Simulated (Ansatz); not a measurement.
**The HOMO–LUMO gap down a group: F to Br**

One atom is swapped for its congeners: SnH2F `[F][SnH2]`; SnH2Cl `[Cl][SnH2]`; SnH2Br `[Br][SnH2]`. All are doublets with charge 0.

Shapes, held fixed at every level: PBE0-D4/def2-TZVP. Programs: Ansatz 0.2.0. Values in eV.

(1) How should the HOMO–LUMO gap change along the series?

Answers

(1) At wB97M-V/def2-TZVPP the HOMO–LUMO gap falls at every step, from 6.89 to 6.60 eV. Every level shows the same order. Open shells run unrestricted unless RO is named. For atoms past krypton def2 sets carry core potentials with scalar relativity. Relativity is left out for Br unless named. Orbital gaps aren't excitation energies, and the LUMO depends on the basis.

| level | SnH2F | SnH2Cl | SnH2Br |
| --- | --- | --- | --- |
| B3LYP-D4/def2-TZVPP | 2.46 | 2.35 | 2.27 |
| BHLYP-D4/def2-TZVPP | 4.81 | 4.63 | 4.52 |
| PBE0-D4/def2-TZVPP | 3.12 | 2.98 | 2.89 |
| r2SCAN0-D4/def2-TZVPP | 3.64 | 3.49 | 3.39 |
| wB97X-V/def2-TZVPP | 7.12 | 6.92 | 6.80 |
| wB97M-V/def2-TZVPP | 6.89 | 6.71 | 6.60 |

The gap narrows from fluoride to bromide with every functional, and the step from F to Cl is always larger than that from Cl to Br, in line with the uneven fall in halogen electronegativity. In these stannyl radicals the unpaired electron sits mainly in a tin-centred orbital of mixed 5s and 5p character. Fluorine, the strongest σ-acceptor, draws p character into the Sn–X bond and leaves more s character in the singly occupied orbital, which makes it deeper and more compact. Chlorine and bromine do this less, and their higher-lying p lone pairs mix more readily with the tin orbital, which probably spreads the spin and reduces the gap.

The ordering is therefore much firmer than the size of the gap, which runs from 2.46 to 7.12 eV for SnH2F alone, probably because the functionals differ in the amount and range of exact exchange. Without the individual orbital energies, the narrowing can't be apportioned between a rising occupied level and a falling empty one.
